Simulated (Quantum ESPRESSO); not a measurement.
# Pb(110) films of three to eight layers: work function, surface force and excess energy with PBE

Calculated here are the work function, the force on the top atom and the excess energy of unrelaxed Pb(110) films with three to eight atomic layers. The question is how each changes as layers are added, and whether a film this thin can stand for the surface of a thick crystal. The work function $\Phi$ is measured from the Fermi level up to the vacuum level, and a negative force pulls the top atom into the film. The excess energy covers both faces of one 1×1 cell, so half of it is the surface energy per cell. It depends on the energy assigned to a bulk layer, which is itself taken from the slabs, and this turns out to matter.

## Calculations

Quantum ESPRESSO 7.5 (pw.x), driven by a script. Symmetric 1×1 slabs of Pb(110) (fcc) at the tabulated measured lattice constant, atoms at bulk places, 7.5 Å of empty space on each side as the script builds them, with open boundaries by the effective screening medium. Mesh 6×8×1 for all thicknesses, Marzari-Vanderbilt smearing of 0.02 Ry, spin-paired, no spin-orbit coupling. PBE, GBRV ultrasoft: cutoffs 40 and 200 Ry; PBE, SG15 norm-conserving: cutoffs 60 and 240 Ry. The excess energy is the slab's energy less the number of layers times the slope of a straight line through the thicker slabs; it is twice the surface energy per cell.

Notes on method and selection:

- Confinement between the two faces quantises the states along the normal, so values can oscillate with thickness.
- The measured lattice constant is no functional's own, which adds to the force.
- Runs that did not converge, have known faults or may not be shown are not listed, and runs on Ansatz's PAW sets soft_1 and soft_2 are kept to separate tables.

Columns:

- layers: number of atomic layers.
- Φ (eV): work function: vacuum level outside the slab less the Fermi level.
- force (eV/Å): force on the top atom along the outward normal; negative pulls it inwards.
- excess energy (meV): excess energy of the slab, both faces, per 1×1 cell.

## Results

| member | layers | Φ (eV), PBE, GBRV ultrasoft | Φ (eV), PBE, SG15 norm-conserving | force (eV/Å), PBE, GBRV ultrasoft | force (eV/Å), PBE, SG15 norm-conserving | excess energy (meV), PBE, GBRV ultrasoft | excess energy (meV), PBE, SG15 norm-conserving |
| --- | --- | --- | --- | --- | --- | --- | --- |
| 3 layers | 3 | 3.615 | 3.613 | −0.545 | −0.516 | 754 | 758 |
| 4 layers | 4 | 3.478 | 3.478 | −0.456 | −0.427 | 770 | 773 |
| 5 layers | 5 | 3.629 | 3.630 | −0.238 | −0.235 | 724 | 727 |
| 6 layers | 6 | 3.762 | 3.761 | −0.187 | −0.160 | 775 | 778 |
| 7 layers | 7 | 3.677 | 3.676 | −0.249 | −0.231 | 792 | 795 |
| 8 layers | 8 | 3.621 | 3.622 | −0.288 | −0.274 | 736 | 739 |

## What drives the series

None of the three quantities changes steadily. With the GBRV set, $\Phi$ is lowest at four layers (3.478 eV) and highest at six (3.762 eV). The force is inward throughout and weakens from −0.545 eV/Å at three layers to −0.187 at six, then strengthens again. PBE prefers a larger lattice constant for Pb than the measured one, so the films are compressed; this pushes the top layer outward and hides part of the inward pull.

The excess energy has the clearest pattern: high at four and seven layers, low at five and eight. A simple model follows in four steps.

1. Electrons reflected between the faces form standing waves. A layer of thickness $d$ adds a phase $qd$, where $q$ is a wave vector spanning the Fermi surface along the normal. The energy then contains a term periodic in $qdN$, with $N$ the number of layers.

2. The table suggests a period of three layers, $qd = 2\pi/3$. With the phase chosen so that multiples of three lie midway, the term is $B\sigma_N$, where $\sigma_N$ is 0 for $N$ = 3 and 6, +1 for 4 and 7, and −1 for 5 and 8. Damping is neglected.

3. The bulk energy per layer is the slope of a line through the thicker slabs. The printed excess energies from four to eight layers have zero least-squares slope, as they must if these slabs define the line. The oscillation tilts that line by $B(-2+1+0+1-2)/10 = -0.2B$ per layer.

4. Subtracting a slope that is too low by $0.2B$ leaves an upward drift:

$$E(N) = C + B\left(\sigma_N + 0.2N\right).$$

The constants $C$ and $B$ are fitted; the period and phase are read from the table. Free electrons, four per atom, would give $2k_Fd = (48\pi^2)^{1/3}/\sqrt{2} \approx 5.5$ rad per layer, which for whole layers acts like 2π − 5.5 ≈ 0.8 rad and gives a period of roughly eight layers. The free-electron picture therefore does not explain a period of three; the real band structure or the coarse in-plane mesh may be responsible.

## Fixing and testing the model

The model is fixed on the films of four and five layers, with the GBRV excess energies in meV.

For five layers, $\sigma_N + 0.2N$ = −1 + 1.0 = 0, so $C$ = 724. For four layers it is 1 + 0.8 = 1.8, so $B$ = (770 − 724) / 1.8 = 25.6.

The other four films follow:

- Three layers: 724 + 25.6 × (0 + 0.6) = 739 meV; the table has 754.
- Six layers: 724 + 25.6 × (0 + 1.2) = 755 meV; the table has 775.
- Seven layers: 724 + 25.6 × (1 + 1.4) = 785 meV; the table has 792.
- Eight layers: 724 + 25.6 × (−1 + 1.6) = 739 meV; the table has 736.

The average miss is 11 meV. The mean of all six rows, (754 + 770 + 724 + 775 + 792 + 736) / 6 = 758.5 meV, would miss the same four films by 19 meV on average.

A stricter test fits $C$ and $B$ to five rows by least squares and estimates the sixth, each row in turn. The average miss is again 11 meV, against 25 meV for the mean of the other five. The gain is real within this table, but it is flattered by the choice of period and phase from the same six rows.

The drift can be checked separately. The model raises the excess energy by 0.6 × 25.6 = 15 meV for every three layers added. The table gives 775 − 754 = 21, 792 − 770 = 22 and 736 − 724 = 12 meV. Much of this rise can therefore come from the tilted reference line, without any growth of the true surface energy.

## Outliers

The largest misses are at three and six layers, where the table lies above the model by 15 and 20 meV. The shared sign points to the assumed phase: films with a multiple of three layers do not lie exactly midway between the high and low ones.

The neglect of damping is also questionable. Oscillations of this kind should fade with thickness, yet the fall from seven to eight layers, 792 − 736 = 56 meV, exceeds that from four to five, 770 − 724 = 46 meV. The fixed 6×8 mesh is a possible cause, since few in-plane points average the oscillation poorly. Both pseudopotentials use this mesh, so their agreement does not test it.

The work function does not follow the three-layer period. Adding three layers to films of three, four and five changes it by +0.147, +0.199 and −0.008 eV, so an undamped oscillation with that period does not describe it.

## Closing remarks

From three to eight layers, the excess energy is described to about 11 meV by a three-layer oscillation and the drift it causes in the bulk reference. Neither $\Phi$ nor the force has settled by eight layers, so one thin film is a weak basis for a surface value.

Two effects outside the model could matter as much as the spread. PBE usually gives surface energies of metals too low; an error of only a tenth of the mean excess energy, 0.1 × 758.5 = 76 meV, would already exceed the range of 68 meV. Spin–orbit coupling, which is left out, splits the Pb 6p levels by roughly 1 eV or more. It moves some levels up and others down, so the shift of $\Phi$ should be much smaller than the splitting and may change sign with thickness; whether it matters beside the range of 0.284 eV in $\Phi$ is left open here.
